**Notebook: M³⁺ ionisation energies across the 3d and 4d series**

The five rows marked ? (Cu³⁺, Zn³⁺, Zr³⁺, Nb³⁺, Mo³⁺) are to be forecast from the others at three levels: the non-relativistic Hartree-Fock IE, the shift IE(Dirac) − IE(non-rel.), and the NIST value. Below, n is the number of d electrons of the species. Sc³⁺ loses a 3p electron and stays out of every fit.

Ionisation energies (IE) of spherical 3+ ions of the 3d and 4d series from B-spline radial code 1, as differences of self-consistent energies: non-relativistic Hartree-Fock (configuration average, point nucleus) and Dirac-Coulomb Hartree-Fock (nl average, Fermi nucleus), at the basis limit. The IE columns leave out the Breit and QED parts. NIST values run between ground levels.

```csv
species,Z,electrons,configuration,ion's configuration,"IE, non-rel. (eV)","IE, Dirac (eV)",IE(Dirac) − IE(non-rel.) (eV),Breit part of IE (eV),QED part of IE (eV),NIST table (eV),kind of table value,stated uncertainty (eV)
Sc3+,21,18,[Ne] 3s2 3p6,[Ne] 3s2 3p5,72.4752,72.5058,0.03064,-0.0194,0.00297,73.4894,measured,0.0004
Ti3+,22,19,[Ar] 3d1,[Ne] 3s2 3p6,42.4126,42.1964,-0.2162,0.0112,0.00236,43.26717,measured,0.00019
V3+,23,20,[Ar] 3d2,[Ar] 3d1,44.7545,44.5166,-0.2380,0.0109,0.00251,46.709,measured,0.005
Cr3+,24,21,[Ar] 3d3,[Ar] 3d2,47.0154,46.7537,-0.2617,0.0105,0.00268,49.16,semi-empirical,0.05
Mn3+,25,22,[Ar] 3d4,[Ar] 3d3,49.2094,48.9220,-0.2874,0.0100,0.00285,51.21,semi-empirical,0.12
Fe3+,26,23,[Ar] 3d5,[Ar] 3d4,51.3468,51.0318,-0.3150,0.00944,0.00303,54.91,measured,0.04
Co3+,27,24,[Ar] 3d6,[Ar] 3d5,53.4359,53.0913,-0.3446,0.00874,0.00322,51.27,semi-empirical,0.1
Ni3+,28,25,[Ar] 3d7,[Ar] 3d6,55.4828,55.1066,-0.3762,0.00791,0.00341,54.92,semi-empirical,0.25
Cu3+,29,26,[Ar] 3d8,[Ar] 3d7,?,?,?,?,?,?,?,?
Zn3+,30,27,[Ar] 3d9,[Ar] 3d8,?,?,?,?,?,?,?,?
Zr3+,40,37,[Kr] 4d1,[Ar] 3d10 4s2 4p6,?,?,?,?,?,?,?,?
Nb3+,41,38,[Kr] 4d2,[Kr] 4d1,?,?,?,?,?,?,?,?
Mo3+,42,39,[Kr] 4d3,[Kr] 4d2,?,?,?,?,?,?,?,?
Tc3+,43,40,[Kr] 4d4,[Kr] 4d3,41.1363,40.5993,-0.5370,0.00869,0.00406,41,theory,1.7
Ru3+,44,41,[Kr] 4d5,[Kr] 4d4,43.5404,42.9688,-0.5716,0.00823,0.00429,45,theory,1.7
Rh3+,45,42,[Kr] 4d6,[Kr] 4d5,45.9328,45.3242,-0.6086,0.00772,0.00453,42,theory,1.7
Pd3+,46,43,[Kr] 4d7,[Kr] 4d6,48.3184,47.6705,-0.6479,0.00714,0.00478,46,theory,1.7
Ag3+,47,44,[Kr] 4d8,[Kr] 4d7,50.7014,50.0120,-0.6894,0.00649,0.00505,49,theory,1.7
Cd3+,48,45,[Kr] 4d9,[Kr] 4d8,53.0849,52.3517,-0.7332,0.00576,0.00533,51,theory,1.7
```

**The smooth slope.** The computed IEs rise by 2.0 to 2.4 eV per element in the known d rows. The Dirac IEs of the 4+ ions, from the same calculation, split each step exactly. From Ti³⁺ to V³⁺, adding the proton at fixed d¹ gains 21.99 eV, and adding the second d electron gives back 19.67 eV, leaving 2.32 eV. The loss is close to the average d–d repulsion of V³⁺, F⁰ − (2/63)(F² + F⁴) = 21.41 − 0.53 = 20.88 eV, where the Fᵏ are Slater integrals of the non-relativistic run. That is the frozen-orbital value; orbital relaxation makes the actual loss smaller, here by about 1.2 eV. The cancelled share grows from 89.4 % at V³⁺ to 91.9 % at Ni³⁺, and the 3d steps shrink accordingly. In 4d the proton gains less, as suits a larger orbital, but less of the gain is cancelled (86.5 % at Ru³⁺).

A screened hydrogenic form, IE = Ry·(Z_eff/3)² with Z_eff a least-squares line in Z over Ti–Ni, misses by up to 0.27 eV, because the square of a line has growing steps. The forecast therefore uses a least-squares cubic in Z through the known d rows of each series, which is extrapolation and explains nothing. Fitted on Ti–Fe alone it overshoots Ni³⁺ by 0.021 eV. The bars are the gap between cubic and quadratic, widened to round figures.

**Relativity.** The shift is negative in every known d row and grows in size along each series. The standard cause is indirect: s and p shells contract and screen the d electron better. The table agrees in sign, since the 3p row Sc³⁺ has +0.031 eV, but it does not isolate the cause. Straight-line fits of log shift against log Z give exponents 2.30 (3d) and 2.83 (4d). The forecast is a quadratic in Z, with a bar that covers its distance from the power law. The Breit and QED parts add only 0.011 to 0.014 eV.

**The gap to NIST.** From Fe³⁺ to Co³⁺ NIST falls by 3.64 eV while Dirac rises by 2.06 eV. The calculation averages over all states of dⁿ, whereas NIST joins ground levels. If the Hund term lies S(n) below the average, the level-to-level IE exceeds the averaged one by ΔS = S(n) − S(n−1).

With the Racah parameters B = F²/49 − 5F⁴/441 and C = 35F⁴/441, and A the part common to all terms, the average energy per pair is A − 14B/9 + 7C/9. The ³F term of d² has A − 8B, so S(2) = (58B + 7C)/9. The same subtraction gives (93B + 21C)/9, (105B + 42C)/9 and (175B + 70C)/9 for d³ to d⁵, and S(10 − n) = S(n). Thus ΔS is zero at d¹, positive up to d⁵ and negative beyond: removing the sixth electron restores the exchange-stabilised half shell.

For V³⁺, F² = 10.171 and F⁴ = 6.382 eV give B = 0.2076 − 0.0724 = 0.1352 and C = 0.5065 eV. Then S(2) = (7.84 + 3.55)/9 = 1.27 eV, and S(1) = 0. The gap, defined as NIST less (Dirac + Breit + QED), is 2.18 eV, so 0.91 eV remains, near the 1.06 eV of Ti³⁺, which has no d–d splitting at either end. Electron correlation, absent here, is the standard reading of that remainder; no column tests it. Ni³⁺ looks accurate, with a gap of −0.20 eV, but this is ΔS = −1.77 eV against a remainder of +1.57 eV.

The model gap = c + kΔS was fitted by least squares to Ti–Ni, with F² and F⁴ linear in n between V³⁺ and Ni³⁺. It gives c = 1.112 eV, k = 0.867 and an rms misfit of 0.12 eV; V³⁺, part of the fit, comes out at 2.21 eV. Four of the seven references are semi-empirical. The value of k carries no clean meaning, since it mixes three things: Hartree-Fock integrals are known to overestimate term splittings, one set of integrals serves both ends although the ion's are larger, and the remainder rises past d⁵. Counting parallel spins alone fits worse (0.44 eV), as it cannot give the plateau of the gap from V³⁺ to Mn³⁺. For Cu³⁺, extrapolated integrals give ΔS = −1.79 eV and a forecast of 57.09 + 0.01 + 1.11 − 0.867 × 1.79 = 56.66 eV. For 4d, c and k are borrowed and the Pd³⁺ integrals are scaled in the 3d proportion, which is an assumption.

**Forecasts** (eV; Cu, Zn, Zr, Nb, Mo).

- Non-relativistic: 57.5 ± 0.1, 59.5 ± 0.15, 33.8 ± 0.15, 36.3 ± 0.1, 38.7 ± 0.05. The rise stays smooth, the 3d steps shrink towards 2.0, and the early 4d steps exceed 2.4.
- Relativistic shift: −0.41, −0.445, −0.45, −0.475, −0.505, each ± 0.015, all negative, with Zr³⁺ close to Zn³⁺.
- NIST: 56.7 and 58.6 (± 0.65, about twice the worst leave-one-out error of 0.32); 34.5, 37.7 and 40.2 (± 1.0, a judgement).
- NIST lies above Dirac for Zr, Nb and Mo, least for Zr. For Cu and Zn it lies within about 1 eV of Dirac, and a miss is more likely with NIST above the forecast, since the model already falls 0.22 eV short at Ni³⁺.

The withheld rows as computed:

```csv
species,Z,electrons,configuration,ion's configuration,"IE, non-rel. (eV)","IE, Dirac (eV)",IE(Dirac) − IE(non-rel.) (eV),Breit part of IE (eV),QED part of IE (eV),NIST table (eV),kind of table value,stated uncertainty (eV)
Cu3+,29,26,[Ar] 3d8,[Ar] 3d7,57.4926,57.0828,-0.4098,0.00694,0.00362,57.38,semi-empirical,0.05
Zn3+,30,27,[Ar] 3d9,[Ar] 3d8,59.4697,59.0241,-0.4456,0.00581,0.00382,59.573,measured,0.019
Zr3+,40,37,[Kr] 4d1,[Ar] 3d10 4s2 4p6,33.7732,33.3241,-0.4491,0.00990,0.00348,34.41836,measured,6e-05
Nb3+,41,38,[Kr] 4d2,[Kr] 4d1,36.2635,35.7881,-0.4754,0.00950,0.00365,37.611,measured,0.022
Mo3+,42,39,[Kr] 4d3,[Kr] 4d2,38.7136,38.2088,-0.5048,0.00911,0.00385,40.33,semi-empirical,0.06
```

**Computed columns.** All ten values fall inside their bars. The cubic is too high in all five rows, most at Zr³⁺, three steps from the data, by 0.044 eV against 33.817 eV; the true curve bends more at both ends. The last 3d step, 59.470 − 57.493 = 1.977 eV, dips just under 2.0, and the first 4d step is 2.49 eV. The largest miss of the shift is 0.0024 eV, again at Zr³⁺, whose −0.4491 eV nearly equals the −0.4456 eV of Zn³⁺. These hits show smoothness, which configuration averaging builds in.

**Zr³⁺, Nb³⁺, Mo³⁺.** The NIST values lie within 0.11 eV of the model's forecasts, far inside ± 1.0. Zr³⁺ is the cleanest case: with ΔS = 0 its gap is 1.08 eV, beside 1.06 eV for Ti³⁺. Both gaps still hold the spin-orbit lowering of the ²D₃/₂ ground level by 1.5ζ, larger for Zr³⁺, so the closeness is partly luck. Relativity moves it away from the measured 34.42 eV, from 33.77 to 33.32 eV, so the better non-relativistic agreement is a cancellation. The same model lies above all six theory entries from Tc³⁺ to Cd³⁺, by 1.52 eV on average, and beyond their stated ± 1.7 eV for Rh³⁺ and marginally for Tc³⁺. Those entries are too coarse to decide whether they or the borrowed constants are at fault.

**Cu³⁺ and Zn³⁺.** Both miss, on the forecast side: NIST is above the model by 0.72 and 0.96 eV, outside ± 0.65, though within 1 eV of Dirac as stated. The remainder gap − ΔS runs 0.76, 1.43, 1.57 eV for Fe, Co and Ni, then 0.29 + 1.79 = 2.08 and 0.54 + 1.81 = 2.35 eV, so a constant c fails late in the shell. These remainders use unscaled integrals shared by both ends; the ion's own, larger ones would raise them from Cr³⁺ on, most at Co³⁺ where S(5) is largest, and sharpen the jump at d⁶. A term linear in n, fitted on Ti–Ni, recovers only about 0.1 eV. Spin-orbit coupling cannot help: with a constant ζ of about 0.11 eV at Ni³⁺, the lowest levels of d⁷, d⁸ and d⁹ drop by 1.5ζ, 1.5ζ and ζ, which leaves Cu³⁺ about unchanged and lowers Zn³⁺. The ion's larger integrals, also left out, would lower the forecast further if c and k were kept. A plausible cause, untested by these runs, is stronger correlation of the removed electron. From d⁶ on it has five opposite-spin d partners, which suits the jump at Co³⁺; that count stays at five up to d⁹, so the further climb needs the growing total number of d partners or the shrinking shell. Spin-only counting misses by just 0.44 and 0.01 eV here; its poor fit on Ti–Ni suggests that the near-hit at Zn³⁺ comes from a too-small penalty offsetting the growing remainder.

**Neighbouring series.** The break follows n, so in the 2+ ions it should fall between Mn and Fe and in the 4+ ions between Co and Ni, again unseen by an averaged calculation. In a 5d series the same argument points to larger negative shifts, and to spin-orbit coupling strong enough to spoil a correction built on pure Hund terms.
